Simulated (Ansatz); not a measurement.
# 4 guesses for AlCu5 and where they end

Theory: Ansatz 0.2.0, DFT PBE, scalar-relativistic, plane waves, PAW. Settings: cutoff 420 eV, Γ-centred meshes spaced at most about 0.3 Å⁻¹, and about 0.25 Å⁻¹ or finer for metals (2π included), Gaussian smearing. No spin polarisation in the final relaxations.

Each guess was relaxed in cell and atoms at zero pressure, within the symmetry of its start. These are static total energies at zero pressure. Coordination counts all near atoms (those within 1.25 times the shortest distance at each site; a plus sign parts nearer from farther groups; a slash parts the counts of unlike sites). For orderings, «n of Z unlike» gives the unlike atoms among the Z nearest shared sites at the start, averaged over those sites.

```tsv
guess	made from	start group	V start (Å³/atom)	end group	V end (Å³/atom)	coordination at the end	gap on mesh (eV)	E over the lowest end (meV/atom)
1	Al/Cu on fcc sites, 3.3 of 12 unlike	Pmmm	13.2	Pmmm	12.4	Al 12, Cu 12	0	0
2	Al/Cu on hcp sites, 2.0 of 12 unlike	P-6m2	13.2	P-6m2	12.5	Al 12, Cu 12	0	63
3	Al/Cu on fcc sites, 2.7 of 12 unlike	P4/mmm	13.2	?	?	?	?	?
4	Al/Cu on fcc sites, 2.0 of 12 unlike	P-3m1	13.2	P-3m1	12.5	Al 12, Cu 12	0	69
```

Guess 3 as it starts:

```
Al Cu
1.0
     2.65609    0.00000    0.00000
     0.00000    2.65609    0.00000
     0.00000    0.00000   11.26884
Al Cu
1 5
Direct
  0.00000 0.00000 0.50000
  0.00000 0.00000 0.83333
  0.50000 0.50000 0.66667
  0.50000 0.50000 0.33333
  0.00000 0.00000 0.16667
  0.50000 0.50000 0.00000
```

Question: Fill in the missing row: what does this guess relax into, and where does it rank?

Answer: It ends in Al and Cu ordered on bcc sites, space group P4/mmm (No. 123), with a = 3.012 Å, c = 8.205 Å, 12.4 Å³/atom and no gap. It lies 14 meV/atom over the lowest end, above guess 1 and below guess 2. Counting all near atoms, this end has Al 14, Cu 10+4/14 and the lowest (guess 1) has Al 12, Cu 12.

```cif
data_structure
_symmetry_space_group_name_H-M 'P4/mmm'
_symmetry_Int_Tables_number 123
_cell_length_a 3.0118
_cell_length_b 3.0118
_cell_length_c 8.2045
_cell_angle_alpha 90.000
_cell_angle_beta 90.000
_cell_angle_gamma 90.000
_cell_volume 74.42
loop_
_atom_site_label
_atom_site_type_symbol
_atom_site_symmetry_multiplicity
_atom_site_Wyckoff_symbol
_atom_site_fract_x
_atom_site_fract_y
_atom_site_fract_z
_atom_site_occupancy
Al1 Al 1 b 0.00000 0.00000 0.50000 1
Cu1 Cu 2 g 0.00000 0.00000 0.83681 1
Cu2 Cu 2 h 0.50000 0.50000 0.67139 1
Cu3 Cu 1 c 0.50000 0.50000 0.00000 1
```

Energies over the elements count from the elements' standard structures at the same level, with no fitted energy shifts.

Question: Is the lowest end bound against the elements?

Answer: Yes: its formation energy is −0.09 eV/atom. Whether it is stable depends on the other phases of the system, which aren't compared here.

For metals, differences of a few meV/atom aren't resolved. Cells relaxed within their symmetry can be saddle points. A lower structure may well exist outside this small set. Some structure types and database cells were kept out of the candidates from the start, so a known form may be missing.

The energies follow chemical order more than stacking. Guesses 2 and 4, both with 2.0 unlike neighbours, lie close together despite their different stacking, while guess 1, with the most Al–Cu contacts, is lowest. This fits the preference of Al for Cu neighbours, which comes from charge transfer and hybridisation of Al sp states with the Cu states.

Guess 3 fits the same picture, though its starting count no longer describes its end. Its tetragonal cell allows a Bain-type distortion from fcc to bcc, which stretches the Al–Al contacts within the Al layer from 2.65609 to 3.012 Å and leaves Al with Cu as its nearest neighbours. Relief of these crowded contacts probably drives the change.

An fcc-based lowest end agrees with the known Cu-rich solid solution, bcc order being favoured at higher electron concentration. Because the orderings differ too, the 14 meV/atom gap is no pure fcc–bcc lattice energy. Nor do these ordered cells show whether long-range order would survive against the configurational entropy of the solid solution.
